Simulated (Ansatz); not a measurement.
**Abstraction of Cl: SiH3Cl + CH2Br → SiH3 + CH2BrCl**

Species: SiH3Cl (chlorosilane) `[SiH3]Cl`, singlet; CH2Br `[CH2]Br`, doublet; SiH3 (silyl radical) `[SiH3]`, doublet; CH2BrCl (bromochloromethane) `ClCBr`, singlet. A radical takes Cl: the energy is the difference in strength between the Si–Cl bond broken and the C–Cl bond made.

Shapes, held fixed at every level: PBE0-D4/def2-TZVP. Programs: Ansatz 0.2.0. The zero-point and thermal change to 298 K, harmonic and unscaled (PBE0-D4/def2-TZVP), is +3.7 kJ/mol.

```csv
level,kind,ΔH(298 K) (kJ/mol),less CCSD(T)/def2-TZVPP
HF/def2-TZVPP,Hartree–Fock,+152.2,+31.2
PBE-D4/def2-TZVPP,GGA,+107.7,-13.3
r2SCAN-D4/def2-TZVPP,meta-GGA,+126.7,+5.7
PBE0-D4/def2-TZVPP,global hybrid,+117.1,-3.9
wB97M-V/def2-TZVPP,range-separated hybrid,+126.8,+5.8
MP2/def2-SVP,perturbation theory,+107.9,-13.1
CCSD(T)/def2-TZVPP,coupled cluster or CI,+121.0,0.0
```

The highest level, CCSD(T)/def2-TZVPP, gives ΔH(298 K) = +121.0 kJ/mol; the levels span +107.7 to +152.2. The column of differences is taken from that level and isn't an error. No measured value is set beside it here. Open shells run unrestricted unless RO is named. Relativity is left out for Br unless named. Correlated rows may include outer-core shells of Br, which these sets cover unevenly.

Every level makes chlorine transfer from silicon to carbon strongly endothermic, so the Si–Cl bond in chlorosilane is much stronger than the C–Cl bond in bromochloromethane. Silicon is more electropositive than carbon, which gives its bond to chlorine a larger ionic contribution, and donation from the chlorine lone pairs into Si–H antibonding orbitals strengthens it further. On the carbon side, bromine delocalises the unpaired electron of CH2Br, a stabilisation largely lost when the new bond forms.

Hartree–Fock exaggerates the cost, at +152.2 against +121.0 kJ/mol for coupled cluster, probably because electron correlation strengthens the C–Cl bond more than the Si–Cl bond. The sign is nevertheless secure, and since two molecules give two molecules, entropy is unlikely to reverse it.

The result fits the familiar role of silyl radicals as halogen abstractors: the reverse reaction is strongly downhill. Whether silyl would in practice take chlorine from bromochloromethane is a separate question, since abstraction of the more weakly bound bromine would compete.
